Replace every titanium atom in a crystal of titanium by an atom of another element, then let the crystal relax while it keeps its hexagonal close-packed (hcp) symmetry. Each atom then has twelve near neighbours. The table gives the energy and volume found with the density functional r2SCAN for five such replacements.

Hcp titanium (2 atoms per cell) with every Ti atom replaced by the element listed, cell and atoms relaxed within space group P6_3/mmc. Calculated with Ansatz 0.2.0 using the r2SCAN functional, plane waves and PAW, scalar-relativistic and without spin polarization, with a 500 eV cutoff and 0.1 eV Gaussian smearing.

```tsv
element	energy over elements (eV/atom)	volume per atom (Å³)	Z	covalent radius (Cordero) (Å)
Si	0.691	13.73	14	1.11
Ge	0.573	18.79	32	1.2
Ru	0.003	13.49	44	1.46
Sn	0.242	26.98	50	1.39
Hf	-0.001	22.36	72	1.75
```

*1. Which replacement costs the most energy, and what is being paid for?* Silicon costs the most, at 0.69 eV per atom, followed by germanium and then tin. No titanium is left in any row, so the cost cannot come from bonds between titanium and the newcomer. "Energy over elements" compares the pure element in the hcp form with the same element in its standard state, the crystal chosen as its zero of energy. It is the price of the wrong crystal structure, not a heat of alloying.

*2. Why do ruthenium and hafnium cost almost nothing?* Consider the limiting case of an element whose standard state is itself hcp. The two crystals being compared are then the same, and their energies must cancel however strong the bonds are. Ruthenium and hafnium are such elements, and titanium would give zero for the same reason. Their values, 0.003 and −0.001 eV per atom, are what numerical differences between separate runs leave behind. The minus sign does not mean that hafnium gains anything.

*3. Would a better match to titanium in size or valence lower the cost?* Not in itself. Germanium comes closest to titanium in volume, within about 9 %, and yet has the second-highest cost. The number of valence electrons does not decide either. Silicon, germanium and tin have four, as titanium has, and pay; ruthenium has eight and pays almost nothing. Hafnium also has four, but it shares more with titanium than a number: its valence electrons occupy s and d orbitals too, and its own crystal is hcp. A misfit strains a crystal only where the newcomer sits among atoms of the host, and here the host is gone. An engineer choosing an alloying element for titanium would need a different calculation, in which most of the titanium stays.

*4. Why does silicon pay so much for close packing?* This is the opposite limit, an element whose standard state is far from close-packed. In the diamond structure a silicon atom has four neighbours and four valence electrons. Each bond is shared by two atoms, which makes two bonds per atom and two electrons per bond. These electrons fill the bonding states, and a gap separates them from the empty antibonding states. This explanation of why the open structure is so stable is established chemistry, not a result of the table.

In hcp the same four electrons must serve twelve neighbours, or six contacts per atom, which leaves two thirds of an electron for each contact. The gap is lost, and the calculation indeed finds a metal. Yet the loss is modest beside the whole binding of the crystal. Against a rough recalled cohesive energy of 4.6 eV per atom for silicon, the cost is about 15 %. Many weak contacts replace most of what four strong bonds supplied.

*5. Does the cost fall from silicon to tin merely because bonds weaken down the group?* That simple idea can be tested by letting the cost remain a fixed share of the cohesive energy. For germanium, with a rough recalled cohesive energy of 3.9 eV, the estimate is 0.691 × 3.9 / 4.6 = 0.59 eV per atom. The calculation gives 0.57 eV. General weakening is therefore enough to account for the step from silicon to germanium, as far as such rough inputs can tell.

For tin, with about 3.1 eV, the same rule gives 0.47 eV per atom, but the table has 0.24 eV, roughly half. Tin has lost part of the preference for four bonds itself, and not only bond strength. One explanation starts from the free atom, which holds two of its four valence electrons in an s orbital. To form four equal bonds it must promote one of them to a p orbital, and the long, weak bonds of a heavy atom repay that promotion poorly. The numbers do not prove this account: germanium also has weaker bonds than silicon, yet it shows no clear sign of such a loss.

Tin also needs a caution about its zero of energy. It has two competing forms, one with the diamond structure and one metallic, and the data do not show which served as the standard state. In nature the two differ by only a few hundredths of an eV per atom, a rough recalled figure, and if r2SCAN places them about as close, the choice does not close the gap between estimate and result. The next element in the group, lead, is close-packed by nature. That fits the argument, but weak bonds are not the whole reason: in so heavy an atom relativity lowers the energy of the s electrons, which makes promotion dearer.

*6. If the contacts are weaker, why is the hcp crystal denser than diamond?* Let d be the distance between neighbours. An atom takes up d³/√2, or 0.71 d³, in ideal hcp and 8d³/(3√3), or 1.54 d³, in diamond. If the distance stayed the same, hcp would need only 46 % of the diamond volume. Set against a rough recalled 20 Å³ per atom for diamond-type silicon, the computed hcp volume is 69 %.

The ratio of those two percentages shows how far the neighbours have moved apart. The volume is 0.69/0.46 = 1.5 times what unchanged distances would give, and the cube root of 1.5 is 1.14. Contacts in hcp silicon are thus, on average, about 14 % longer than bonds in diamond-type silicon. The relaxed cell is not ideal but stretched along its axis, so six neighbours lie at 2.64 Å and six at 2.74 Å. Longer contacts are what one expects when each holds fewer electrons, so the volume supports the picture drawn from the energy. Packing still wins, because twelve neighbours fill space so much better than four.

*7. Could the volume have been guessed from the covalent radius?* Within one family of elements, fairly well. A law with one fitted constant, volume proportional to the cube of the covalent radius, was adjusted to silicon, germanium and tin, and its worst miss among these three is about 6 %, for germanium. Applied to ruthenium and hafnium, which were not part of the fit, it predicts more than twice the computed volume. The output printed after this text shows why. In silicon, germanium and tin the neighbour distance is about 1.2 times twice the covalent radius, because their contacts in hcp are longer than ordinary bonds, and the fitted constant carries this stretch with it. In ruthenium and hafnium the distance is only about 0.9 times twice the radius, and the cube turns that contrast into more than a factor of two. Their d electrons, which add to the binding in the metal, are one likely reason for such short contacts. The radii themselves are another: they rest largely on bonds to light atoms in compounds, and need not suit contacts between two metal atoms.

*8. Which digits can be trusted, and what would change them?* The order silicon, germanium, tin looks safe: even the smaller step, 0.12 eV per atom, is about forty times the largest departure from zero in ruthenium and hafnium. Those two metals are a lenient test, however, because errors cancel best between two identical crystals. For silicon and germanium a metal is compared with a semiconductor, and the cancellation is less complete. Tin was also run with the coarsest mesh of k points, and the data show no test with a finer one. The third decimal should therefore be ignored and the second treated with care.

Germanium shows how a relaxation can mislead. Its energy had almost settled, then dropped by another 7 meV per atom, apparently because the crystal found a better shape; the cells in between are not shown. Whether tin has a similar lower shape that its shorter relaxation missed is an open question. A drop of that size would not alter the order.

Lifting the imposed symmetry could matter more. In this structure symmetry alone makes the forces on the atoms vanish, so zero forces do not prove that a crystal is stable. With the same functional and settings, freedom to distort could lower the costs of silicon, germanium and tin or leave them unchanged, but not raise them. Another functional could move them either way, since it may judge directed bonds and metallic packing differently. The table has only one functional, and it leaves out temperature and zero-point motion, so it cannot show how close these costs are to nature.

Printed output of the fit:

```
Shape of the relaxed hcp cells (ideal c/a is 1.633):
  row    c/a  six neighbours in plane (A)  six neighbours out of plane (A)
   Si  1.724                         2.64                            2.739
   Ge   1.73                        2.927                            3.045
   Ru  1.579                        2.702                            2.643
   Sn  1.618                        3.377                            3.356
   Hf  1.577                        3.199                            3.126
Size and cost:
  row  volume against Ti (%)  mean neighbour distance over twice covalent radius  cost over rough cohesive energy (%)
   Si                 -20.64                                               1.211                                15.02
   Ge                  8.613                                               1.244                                14.69
   Ru                 -22.02                                              0.9152                              0.04478
   Sn                  55.95                                               1.211                                7.806
   Hf                  29.25                                              0.9036                             -0.01562
Si cost less Ge cost (eV/atom): 0.118
Ge cost less Sn cost (eV/atom): 0.331
Largest departure from zero in Ru and Hf (eV/atom): 0.003
Si-Ge difference over that departure: 39.33
Ge cost estimated from Si cost scaled by cohesion (eV/atom): 0.5858
Sn cost estimated from Si cost scaled by cohesion (eV/atom): 0.4657
Computed Sn cost over that estimate: 0.5197
Late energy gain in the Ge relaxation (meV/atom): 6.645
Si hcp volume over rough diamond volume: 0.6865
Ge hcp volume over rough diamond volume: 0.817
Sn hcp volume over rough diamond volume: 0.7935
hcp volume over diamond volume at equal bond length: 0.4593
Sn volume over Ru volume: 2
fit of vol on 3 rows (grp > 13): coefficient of r_cubed 10.25 +/- 0.25; rms 0.718, worst Ge -1.08, leave-one-out rms 1.16
  rows outside the fit (model, value, miss): Ru 31.9, 13.49, 18.4; Hf 54.93, 22.36, 32.6
```
